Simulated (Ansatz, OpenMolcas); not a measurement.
# Strength of the C–Si bond: SiH3(CH3) → SiH3 + CH3

Species: SiH3(CH3) (methylsilane), singlet; SiH3 (silyl radical) `[SiH3]`, doublet; CH3 (methyl radical) `[CH3]`, doublet. 

Shapes, held fixed at every level: PBE0-D4/def2-TZVP. Programs: Ansatz 0.2.0, OpenMolcas 26.06. The zero-point and thermal change to 298 K, harmonic and unscaled (PBE0-D4/def2-TZVP), is -18.6 kJ/mol.

```csv
level,kind,ΔH(298 K) (kJ/mol),less CCSD(T)/CBS estimate
PBE-D4/def2-TZVPP,GGA,+361.0,-11.3
r2SCAN-D4/def2-TZVPP,meta-GGA,+341.9,-30.4
B3LYP/6-31G* (spherical functions),global hybrid,+349.5,-22.8
BHLYP-D4/def2-TZVPP,global hybrid,+350.5,-21.8
wB97M-V/def2-TZVPP,range-separated hybrid,+377.6,+5.3
MP2/def2-TZVPP,perturbation theory,+373.3,+1.0
CCSD/def2-TZVPP,coupled cluster or CI,+353.1,-19.2
CCSD(T)/CBS estimate,coupled cluster or CI,+372.3,0.0
```

The highest level, CCSD(T)/CBS estimate, gives ΔH(298 K) = +372.3 kJ/mol; the levels span +341.9 to +377.6. The column of differences is taken from that level and isn't an error. No measured value is set beside it here. Open shells run unrestricted unless RO is named. The CBS estimate extrapolates MP2 from def2-TZVPP and def2-QZVPP and adds CCSD(T) − MP2 in the triple-zeta set, cores frozen.

Breaking the C–Si bond homolytically costs +372.3 kJ/mol at the highest level, as expected for a strong σ bond. Overlap between carbon and the larger, more diffuse silicon valence orbitals is aided by the bond's polarity towards carbon. Cleavage unpairs two electrons and so removes their mutual correlation, which makes the energy sensitive to how well each method describes the intact pair. CCSD falls 19.2 kJ/mol short, probably through both missing triple excitations and the finite basis. MP2 lies within 1.0 kJ/mol, but this suggests cancellation: a larger basis normally strengthens the bond, while higher-order correlation here must then weaken it by slightly more.

The density functionals don't improve steadily with rank or exact exchange. r2SCAN underbinds more than PBE, and BHLYP is almost level with B3LYP; only wB97M-V overbinds, and it is the closest of the functionals. A single cleavage doesn't establish whether that ranking carries over to more heavily substituted silanes.
